**Filling a hard-walled spherical dot: the cost of one more electron, by hand**

The naive picture is a set of independent electrons in a spherical box. Each new electron drops into the lowest free level, the cost of adding it stays flat while a shell fills and jumps when the shell is full, and the levels come in the box order 1s, 1p, 1d, 2s, 1f, with closures at 2, 8, 18 and 20. The opposite naive picture is a small metal ball, where shells play no part and each electron costs 1/R more than the one before. For the dot below, of radius R = 2.43 bohr*, computed with spin-polarised spherical Kohn-Sham theory and PBEsol, both pictures fail. The nineteenth electron costs 13.39 hartree*, about three times the box level it enters, and nothing happens at 20.

Four sizes, all in hartree*, carry the energy columns of the table once the price of the first electron, about 0.85, is given. Each electron already present raises the price of the next by about 0.5. Opening a new shell adds about 1. Passing a half-filled shell adds about 0.15. The highest Kohn-Sham eigenvalue lies about 0.25 above the price actually paid.

Hard-walled spherical dot of radius 2.43 bohr* with no central charge, in spin-polarised non-relativistic Kohn-Sham theory with PBEsol (radks radial solver, Libxc). Shells are m-averaged and filled greedily; levels are named by radial order. Chemical potential is E(N)-E(N-1), addition energy E(N+1)+E(N-1)-2E(N); stars mark effective atomic units.

```csv
electrons,chemical potential (hartree*),unpaired electrons,rms radius (bohr*),highest eigenvalue (hartree*),highest level,addition energy (hartree*)
1,0.8482,1,1.299,1.106,1s up,n/a
2,1.523,0,1.340,1.782,1s down,1.308
3,2.831,1,1.421,3.087,1p up,0.5200
4,3.351,2,1.465,3.618,1p up,0.5350
5,3.886,3,1.495,4.156,1p up,0.6951
6,4.582,2,1.519,4.832,1p down,0.5075
7,5.089,1,1.538,5.349,1p down,0.5215
8,5.611,0,1.555,5.873,1p up,1.464
9,7.075,1,1.577,7.326,1d up,0.5044
10,7.579,2,1.596,7.832,1d up,0.5077
11,8.087,3,1.611,8.341,1d up,0.5095
12,8.596,4,1.625,8.851,1d up,0.5105
13,9.107,5,1.637,9.362,1d up,0.6565
14,9.763,4,1.648,10.01,1d down,0.4965
15,10.26,3,1.658,10.51,1d down,0.4999
16,10.76,2,1.668,11.01,1d down,0.5019
17,11.26,1,1.676,11.51,1d down,0.5031
18,11.76,0,1.684,12.02,1d up,1.626
19,13.39,1,1.693,13.64,1f up,0.4917
20,13.88,2,1.702,14.13,1f up,0.4927
21,14.38,3,1.710,14.62,1f up,0.4933
22,14.87,4,1.718,15.12,1f up,0.4937
23,15.36,5,1.725,15.61,1f up,0.4940
24,15.86,6,1.731,16.10,1f up,0.4941
25,16.35,7,1.737,16.60,1f up,0.6308
26,16.98,6,1.743,17.22,1f down,n/a
```

N is the number of electrons and E(N) the total energy. The chemical potential μ(N) = E(N) − E(N−1) is the price of the N-th electron, and the addition energy is the rise of that price, μ(N+1) − μ(N). The column of unpaired electrons gives M, the number of up spins minus down spins, and the rms radius is the root-mean-square distance of an electron from the centre. Levels are named by radial order, so 1f is the lowest level with l = 3 and 2s is the s level with one radial node. The stars mark effective atomic units. The central charge is zero and the wall is impenetrable, so positive energies belong to confined electrons. At N = 8 and 18 both spins are degenerate and the label "up" means nothing.

The filling runs 1s, 1p, 1d, 1f, and within each shell all orbitals take an up spin before any takes a down spin. Shells therefore close at N = 2(l+1)², which is 2, 8, 18, and are half filled at N = 2l² + 2l + 1, which is 1, 5, 13, 25. With E(0) = 0 the addition energy at N = 1 is 1.523 − 0.848 = 0.675.

### Two limits and the rule between them

Confinement energies scale as 1/R² and Coulomb energies as 1/R. A very small dot is the box of independent electrons, and a very large one is a problem in electrostatics. Here a shell gap is about twice the charging step, so neither term can be dropped, and the simplest treatment is to add them.

The box levels are ε = x²/(2R²), where x is a zero of the spherical Bessel function of order l. The first zeros for l = 0 to 3 are 3.142, 4.493, 5.763 and 6.988, and 2R² = 11.81. This gives 0.836, 1.710, 2.813 and 4.135 for 1s, 1p, 1d and 1f. The gaps between successive shells are 0.874, 1.103 and 1.322.

The charging step U is the mean repulsion of one pair of electrons. If all charge sat on the wall it would be 1/R = 0.41. If both electrons are smeared evenly through the ball, the electrostatic energy 3N²/(5R) has the second difference 6/(5R) = 0.494. An electron does not repel itself, so the interaction is counted by pairs, U·N(N−1)/2, and the N-th electron pays (N−1)·U.

The spin term comes from exchange. For N electrons at uniform density n = 3N/(4πR³), local exchange is −(3/4)(3/π)^(1/3) n^(1/3) per electron, in total −0.458 N^(4/3)/R. A polarisation ζ = M/N multiplies this by [(1+ζ)^(4/3) + (1−ζ)^(4/3)]/2 ≈ 1 + 2ζ²/9. The part that depends on spin is then −J·M²/4 with J = (8/9)(0.458) N^(−2/3)/R = 0.407 N^(−2/3)/R, which is 0.168 N^(−2/3) at this radius. While M climbs or falls by one per electron, the second difference of −J·M²/4 is −J/2. At half filling both neighbours have M − 1, and the second difference becomes J·(M − ½). The half-filled shell thus stands J·M above its surroundings. This is Hund's first rule seen as a price: the next electron has to enter with the minority spin and finds few exchange partners. The −J/2, about 0.03 in the p shell and 0.01 in the f shell, is small in a single step and is left out of the rule. So is an equal lowering that comes from the part of exchange that does not depend on spin. In μ these omissions add up: over a whole shell the −J/2 terms would cancel the J·M step, since a closed shell has no spin energy. The rule keeps the step for good, and its μ therefore leans on other errors of opposite sign, which the parts of the energy show further down.

The rule in full reads

addition energy = U + (gap, if the shell is closed) + (J·M, if the shell is half filled),

μ(N) = ε(shell of the N-th electron) + (N−1)·U + the sum of J·M over half-filled shells below N.

The second line is the running sum of the first, started from ε(1s). No constant is fitted, although the uniform ball was chosen with the table in view and the order of the shells is taken from the table.

### Two rows worked

For N = 13 the last electron enters 1d, so ε = 33.2/11.81 = 2.81. Twelve electrons are already present and contribute 12 × 0.4938 = 5.93. Two half-filled shells lie below: at N = 1 the term is 0.168 × 1, and at N = 5 it is 0.1676 × 3/5^(2/3) = 0.172, together 0.34. The estimate is μ = 2.81 + 5.93 + 0.34 = 9.08, against 9.107 in the table, 0.3 % low. The shell is half filled with M = 5, so J·M = 0.1676 × 5/13^(2/3) = 0.152, and the addition energy is 0.494 + 0.152 ≈ 0.65 against 0.6565, low by 1.7 % of the table value.

For N = 19 the last electron opens 1f, so ε = 48.83/11.81 = 4.135. The eighteen others contribute 18 × 0.4938 = 8.89, and the three half-filled shells give 0.168 + 0.172 + 0.152 = 0.49. The sum is 13.5 against 13.39, 0.9 % high, and the addition energy is plain U, 0.494 against 0.4917. The step that led here is the weak one. The addition energy at N = 18 comes out as 0.494 + 1.322 = 1.816, while the table has 1.626, an excess of 12 %.

### How far the rule can be trusted

Over all 26 rows the chemical potential is off by 0.8 % of the table value on average, by 1.9 % at worst (N = 8), and never by more than 0.13 hartree*. The addition energies are off by 2.8 % on average, with N = 18 the worst. These errors are larger than the rounding of the table for most rows, so they are real misfits. The metal sphere, with the same gaps and spin terms and U = 1/R, misses μ by 10 % and the addition energies by 16 % on average, and the table excludes it for these electron numbers.

The success on μ is partly a cancellation, and the rows show it. On the flat stretches U = 6/(5R) is too small by 3 to 8 % in the p shell and by up to 3 % in the d shell, and it is right to 0.4 % in the f shell. At the three closures the estimate is too large, by 5, 9 and 12 %. In the running sum the deficit that builds up while a shell fills is repaid at the next closure, so μ is slightly low at 2, 8 and 18 and slightly high just after.

Two fitted numbers repair the addition energies. Taking U as the mean of the 18 rows that are neither closed nor half filled gives 0.504, or 1.225/R. Multiplying the gaps by a factor s, found by least squares from the three closure peaks after that U is subtracted, gives s = 0.87. The mean error of the addition energy drops to 1.7 %, the worst to 5.7 % (N = 4), and the peak at N = 18, which was part of the fit, comes within 2 %. The chemical potential gets worse, 1.5 % on average and low in every row, because the early deficits in the s and p shells are no longer repaid at the next closure. For μ the unfitted rule is the better one on average, though not in every row, and for peak heights the gaps should be cut by about an eighth. Neither version reproduces the small rise within each half-shell, for instance 0.5200 to 0.5350 at N = 3 and 4.

### Why the gaps shrink and 2s stays empty

Subtracting the fitted U from the closure peaks leaves 0.92, 0.87 and 0.85 of the box gaps at N = 2, 8 and 18, so the shortfall grows with N. The argument for the cause is electrostatic. Inside a charged ball the potential energy of an electron is a dome, N(3R² − r²)/(2R³) for uniform charge, highest at the centre. An orbital that lives further in is lifted more. Shells of higher l are held outward by the centrifugal term, so each new shell is lifted less than the one below it and the gap narrows. The dome is proportional to N, which gives the trend its direction.

The levels of the 19-electron calculation bear this out for that one case. Measured from the box values, the spin-up levels have risen by 10.29 (1s), 9.95 (1p), 9.70 (1d) and 9.50 (1f), while their mean radii grow from 1.52 to 1.76 bohr*. The gap from 1d down to 1f up is 1.10, and with a charging step of 0.5 it comes close to the peak of 1.626. The shifts also contain exchange-correlation and the relaxation of the orbitals, so their assignment to the dome rests on the argument.

The 2s level, with a mean radius of 1.12 bohr*, is the most compact and has risen most, by 10.48. In the empty box it lies at 3.343, which is 0.79 below 1f, and at N = 19 it lies 0.19 above. That reversal removes the closure at 20: the row has two unpaired electrons in 1f and an ordinary addition energy of 0.4927. Had 2s come next, the rule would put the N = 18 peak at 1.02. The rule cannot find this order by itself, since a constant U lifts all levels alike.

The two limits say how a neighbouring dot should behave. The relative shift of 2s and 1f, 0.79 + 0.19 = 0.98, should scale as 1/R and the box splitting as 1/R². They balance near R = 2.43 × 0.79/0.98, about 2 bohr*. In a clearly smaller dot the box order with its closure at 20 should return and s should approach 1. Every row of the table has the same radius, so this crossing, like all dependence on R in the rule, is a scaling argument and untested.

### Why a uniform ball works when the dot is not one

A uniform ball has an rms radius √(3/5)·R = 1.88 bohr*. The table stays below that in every row, rising from 1.299 to 1.743, because the wave functions vanish at the wall. The charge is more compact than the model assumes, and at N = 19 the Hartree energy is 99.6 where the uniform ball of radius R has 89.1. A ball of radius 2.19 bohr*, chosen to match the rms radius of 1.693, gives 99.1.

The parts of the energy show how the errors offset. The calculation has kinetic energy 47.9, Hartree energy 99.6 and exchange-correlation energy −12.1, in total 135.4. The rule has 44.2 from the box levels, 171 pairs × 0.4938 = 84.4 from charging, and 18 × 0.168 + 14 × 0.172 + 6 × 0.152 = 6.3 from the spin steps, in total 135.0. The totals agree to 0.3 %, while the rule's kinetic part is nearly 4 too low and its interaction part, 90.8 against 87.4, about 3 too high. The 6.3 has no real counterpart in a dot with one unpaired electron, whose spin energy is close to zero. It stands in for repulsion and kinetic energy that the rule lacks, and without it the total would be 5 % low. The kinetic excess is what orbitals pushed toward the wall by repulsion should have. The value 6/(5R) is thus best read as an effective step, good for this range of N at this radius, and its agreement with the f shell to within 0.4 % should be read as a coincidence of the crossing of a slowly falling curve.

That curve is the mean of the flat stretches, 0.521, 0.504 and 0.493 for p, d and f. The fall has the direction expected when the added electron sits further out with each shell, and the limit of charge on the wall, 0.41, suggests where it is heading. For a further shell without radial nodes, such as 1g, a U slightly below 0.49 is the sensible expectation; for the compact 2s level this argument does not hold.

The spin steps invite the same caution. The peaks at N = 5, 13 and 25 exceed the mean of their own shell by 0.174, 0.152 and 0.138, and J·M gives 0.172, 0.152 and 0.137. At N = 1 the excess over the fitted U is 0.171 against 0.168. The slow decline has a simple source: M grows roughly as √(2N) and J falls as N^(−2/3), so J·M falls only as about N^(−1/6). The functional contains the same spin scaling of exchange, so the trend is no independent test of it. The agreement in size is finer than the model deserves, since the p-shell values themselves spread over 0.03, and ζ is 1 and 0.6 in the first two cases, which is not small. A likely reading, untested here, is that the compact density enlarges J while correlation reduces it by a similar amount.

### The eigenvalue and the single electron

The highest eigenvalue exceeds μ by 0.24 to 0.27 in every row. By Janak's theorem the eigenvalue is the slope of E with respect to the occupation of that level, taken here at the full electron number N. The chemical potential is the average of that slope as the occupation runs from N − 1 to N. When an electron joins others of the same shell and spin, the slope starts at the eigenvalue of the row before. For N = 4 it runs from 3.087 to 3.618, and the midpoint, 3.35, agrees with the price paid, 3.351. The rise is thus close to linear and about U in size, which puts the end point about U/2 = 0.247 above the average, close to the observed mean of 0.253. The first electron is an exception: its slope starts at the box level 0.836 and ends at 1.106, a rise of only about U/2, so the similar offset in that row does not follow from this argument. For the worked rows μ + U/2 gives 9.33 against 9.362 and 13.76 against 13.64.

With the exact functional the energy is linear between integers and the offset would vanish, so it measures the self-interaction of PBEsol. N = 1 shows this directly. The exact energy is the box level 0.836, the total energy of the calculation is 0.8482, only 0.0125 higher, and the eigenvalue is 1.106. The rule's 1.5 % deficit in that row is the error of the functional. With a single electron the exact answer is simply the box level. For all other rows the accuracy quoted above is accuracy against PBEsol. Eigenvalues of this table should not be read as removal energies without subtracting U/2.

### Where the range ends

The flat stretches are the least secure feature. The calculation spreads an open shell evenly over its m components, which keeps the density spherical and removes multiplet splittings and deformation. The nearly constant 0.4917 to 0.4941 across N = 19 to 24 may owe its smoothness to that averaging, and so may part of the rule's success there. Closed and half-filled shells are spherical in any case and do not depend on it, but their addition energies involve open-shell neighbours. For large R, where Coulomb energy dominates and electrons tend to localise relative to one another, a semilocal functional with averaged shells is not reliable, and the shell gaps and spin steps of the rule lose their basis.

The filling comes from a greedy search, which may overlook a lower configuration. At N = 19 the level order supports 1f over 2s. At N = 26 a closer competition might be expected, because the electron pays the spin step of about 0.14 to enter 1f down and an up electron in 2s would avoid much of it. The levels say otherwise: in the 25-electron calculation the empty 2s up level lies above 1f down by more than the 0.19 that separates 2s from 1f up at N = 19. This is the direction of the dome argument, in which added charge lifts the compact 2s level further. The level order therefore supports 1f down as well, though it does not prove that no other filling is lower. If the filling continues in this way, the rule predicts steps near 0.49 up to a closure at 32. The level that follows is then uncertain, because at N = 19 the 2s level (13.83) lies well below 1g (15.01), and the simple sequence in l cannot be assumed to continue.
